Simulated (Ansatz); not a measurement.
A series in volume per atom on S2O

All results are calculated (Ansatz 0.2.0 development build). Equation of state of a cubic crystal from periodic Kohn-Sham density functional theory without spin; pressure corrected for the finite basis.

Cell of the first row (space group Fm-3m, No. 225):
```
cell vectors (Å)
   0.0000     2.7174     2.7174
   2.7174     0.0000     2.7174
   2.7174     2.7174     0.0000
atoms (fractions of the cell vectors)
S   0.25000  0.25000  0.25000
S   0.75000  0.75000  0.75000
O   0.00000  0.00000  0.00000
```

Settings of every row: formula S2O; structure type antifluorite; functional PBE; spin treatment none; k mesh 34x34x34; occupation method fermi-dirac; occupation width 0.061225619 eV; wave cutoff 420 eV; datasets soft-1 PAW; density cutoff ratio 4.

Limits: a cubic model structure, not a phase known at ambient conditions.

| row | volume per atom (Å³) | energy above lowest point (meV/atom) | pressure (GPa) |
| --- | --- | --- | --- |
| 1 | 13.377 | ? | ? |
| 2 | 13.661 | 6.63 | 3.859 |
| 3 | 13.946 | 1.6 | 1.832 |
| 4 | 14.231 | 0 | 0.004 |
| 5 | 14.515 | 1.48 | -1.643 |
| 6 | 14.8 | 5.74 | -3.129 |
| 7 | 15.084 | 12.51 | -4.467 |

Question: what energy above lowest point and pressure should row 1 give?

Worked fit of energy above lowest point. Take u = (V_r/V)^(2/3) − 1 with V_r = 14.373 Å³ an atom, which is twice the finite (Eulerian) strain; such expansions in the strain, on which the Birch-Murnaghan equation of state is built, carry the rest volume and the bulk modulus. The shown rows have u = 0.03445, 0.02031, 0.00664, -0.00653, -0.01933, -0.03168. Least squares give energy above lowest point = 0.373 − 112.65 × u + 8538.9 × u² meV/atom; a straight line predicts inner rows, each left out in turn, worse (root mean square 3.6 against 0.0079 meV/atom). The rows lie off it by 0.00, -0.01, 0.00, 0.01, 0.00, 0.00. Its lowest point lies at u = 0.0066, or V = 14.23 Å³ an atom, and the curvature there gives the bulk modulus at fixed shape and fractions, B = (4/9)(1 + u)² E″(u)/V = 86.6 GPa. The withheld row has u = 0.04904, so the fit gives 0.373 − 112.65 × (0.04904) + 8538.9 × (0.04904)² = 15.38 meV/atom.

The calculation gave 15.44 meV/atom. The fit lies 0.06 meV/atom (0.39 % of the column's range) below it; its largest miss of a shown row is 0.01 meV/atom. This row lies beyond the range of the fit.

Worked fit of pressure. Take u = (V_r/V)^(2/3) − 1 with V_r = 14.373 Å³ an atom, which is twice the finite (Eulerian) strain; such expansions in the strain, on which the Birch-Murnaghan equation of state is built, carry the rest volume and the bulk modulus. The shown rows have u = 0.03445, 0.02031, 0.00664, -0.00653, -0.01933, -0.03168. Least squares give pressure = −0.8406 + 124.944 × u + 332.13 × u² GPa; a straight line predicts inner rows, each left out in turn, worse (root mean square 0.14 against 0.0025 GPa). The rows lie off it by 0.001, -0.002, 0.000, -0.001, 0.003, -0.002. The pressure vanishes at u = 0.0066, or V = 14.23 Å³ an atom, and there the bulk modulus at fixed shape and fractions is B = −V dP/dV = (2/3)(1 + u) dP/du = 86.8 GPa. The withheld row has u = 0.04904, so the fit gives −0.8406 + 124.944 × (0.04904) + 332.13 × (0.04904)² = 6.085 GPa.

The calculation gave 6.104 GPa. The fit lies 0.019 GPa (0.18 % of the column's range) below it; its largest miss of a shown row is 0.003 GPa. This row lies beyond the range of the fit.
